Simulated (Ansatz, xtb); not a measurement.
**Relative energy of two isomers of C4H9NSi**

Structure X: `C=C(N)/C=C/[SiH3]`, a singlet. Structure Y: `C=C/C(N)=C\[SiH3]`, a singlet. Both are isolated molecules in the gas phase, relaxed with PBE-D3(BJ)/def2-SVP; the shapes shown needn't be the lowest conformers.

X (Å):

```yaml
atoms:
  - { symbol: C, position_ang: [1.9387, -1.1758, -0.3141] }
  - { symbol: C, position_ang: [0.7162, -1.6792, -0.6573] }
  - { symbol: C, position_ang: [-0.4978, -0.9155, -0.3276] }
  - { symbol: C, position_ang: [-1.7769, -1.3594, -0.4448] }
  - { symbol: N, position_ang: [0.5300, -2.9240, -1.2531] }
  - { symbol: Si, position_ang: [-3.2755, -0.3245, -0.0218] }
  - { symbol: H, position_ang: [2.0108, -0.2324, 0.2425] }
  - { symbol: H, position_ang: [2.8724, -1.7128, -0.5409] }
  - { symbol: H, position_ang: [1.3800, -3.3624, -1.6116] }
  - { symbol: H, position_ang: [-0.2341, -2.9637, -1.9322] }
  - { symbol: H, position_ang: [-0.3049, 0.1056, 0.0442] }
  - { symbol: H, position_ang: [-1.9379, -2.4016, -0.7794] }
  - { symbol: H, position_ang: [-2.8248, 1.0322, 0.4495] }
  - { symbol: H, position_ang: [-4.1757, -0.1510, -1.2194] }
  - { symbol: H, position_ang: [-4.1022, -0.9731, 1.0590] }
```

Y (Å):

```yaml
atoms:
  - { symbol: C, position_ang: [-2.6177, -2.2529, -1.5232] }
  - { symbol: C, position_ang: [-1.7307, -1.4423, -0.9066] }
  - { symbol: C, position_ang: [-0.4855, -1.8782, -0.2498] }
  - { symbol: C, position_ang: [0.5058, -0.9800, 0.0780] }
  - { symbol: N, position_ang: [-0.3574, -3.2432, -0.0457] }
  - { symbol: Si, position_ang: [0.5631, 0.8444, -0.2871] }
  - { symbol: H, position_ang: [-2.4472, -3.3372, -1.6204] }
  - { symbol: H, position_ang: [-3.5318, -1.8496, -1.9838] }
  - { symbol: H, position_ang: [-1.9227, -0.3576, -0.8782] }
  - { symbol: H, position_ang: [0.4342, -3.5397, 0.5263] }
  - { symbol: H, position_ang: [-1.2196, -3.7521, 0.1587] }
  - { symbol: H, position_ang: [1.4042, -1.3992, 0.5690] }
  - { symbol: H, position_ang: [1.5363, 1.4912, 0.6635] }
  - { symbol: H, position_ang: [-0.7785, 1.5133, -0.1118] }
  - { symbol: H, position_ang: [1.0244, 1.1748, -1.6879] }
```

Estimate E(Y) − E(X) at the level CCSD(T)/def2-SVP + ΔMP2/def2-TZVPP.

Too close to call at this level: CCSD(T)/def2-SVP + ΔMP2/def2-TZVPP gives E(Y) − E(X) = −0.002 eV.

The same difference at several levels:

| level | geometry | E(Y) − E(X) (eV) | departure from the last row (eV) | job, with rough time for the two |
| --- | --- | --- | --- | --- |
| GFN2-xTB | GFN2-xTB | −0.053 | −0.051 | optimisation, 0.3 s |
| HF/STO-3G | GFN2-xTB | +0.093 | +0.094 | single point, 0.46 s |
| r2SCAN-D4/def2-SVP | GFN2-xTB | −0.034 | −0.032 | single point, 4.2 s |
| PBE-D3(BJ)/def2-SVP | PBE-D3(BJ)/def2-SVP | −0.030 | −0.028 | optimisation, 43 s |
| HF/def2-SVP | PBE-D3(BJ)/def2-SVP | +0.012 | +0.014 | part of the CCSD(T) run |
| MP2/def2-SVP | PBE-D3(BJ)/def2-SVP | −0.013 | −0.012 | part of the CCSD(T) run |
| CCSD(T)/def2-SVP | PBE-D3(BJ)/def2-SVP | −0.007 | −0.005 | single point |
| CCSD(T)/def2-SVP + ΔMP2/def2-TZVPP | PBE-D3(BJ)/def2-SVP | −0.002 |  | single point, 58 s |

As drawn, both hold the same kinds of bond in the same numbers.

The largest departure from CCSD(T)/def2-SVP + ΔMP2/def2-TZVPP is that of HF/STO-3G, 0.094 eV. The last row adds to CCSD(T) the change of the MP2 difference between the two basis sets, here +0.005 eV.

With thermal terms from frequencies at re-optimised GFN2-xTB minima (ideal gas, soft modes damped towards free rotors, one conformer each, 298.15 K, 1 atm): the zero-point term adds +0.003 eV; ΔH is −0.002 and ΔG +0.010 eV.

The correlated steps freeze 10 core orbitals. Codes used: Ansatz 0.2.0, xtb 6.7.1; the last row on 2 threads of Intel(R) Xeon(R) 6975P-C (Granite Rapids) on a shared host.

The two isomers are essentially degenerate, and neither the electronic difference nor the small positive ΔG establishes a preference. Both are 2-aminobutadienes with a silyl group at one end of the diene, so the comparison isolates where silicon sits relative to the enamine.

In Y the nitrogen lone pair pushes π density onto the carbon bearing silicon, where σ* orbitals of the silyl group can accept some of it. In X that density goes mainly to the unsubstituted CH2 terminus, and the silylated double bond is only cross-conjugated with the amine. This electronic advantage of Y is probably offset by crowding, since its silyl group lies cis to the vinyl substituent, whereas in X it is trans to the rest of the diene.

Correlation moves the balance slightly towards Y, from +0.012 eV in HF/def2-SVP to −0.013 eV in MP2 with the same basis, perhaps through dispersion in that cis contact. Without the alkene stereoisomer of Y, the electronic and steric contributions can't be separated.
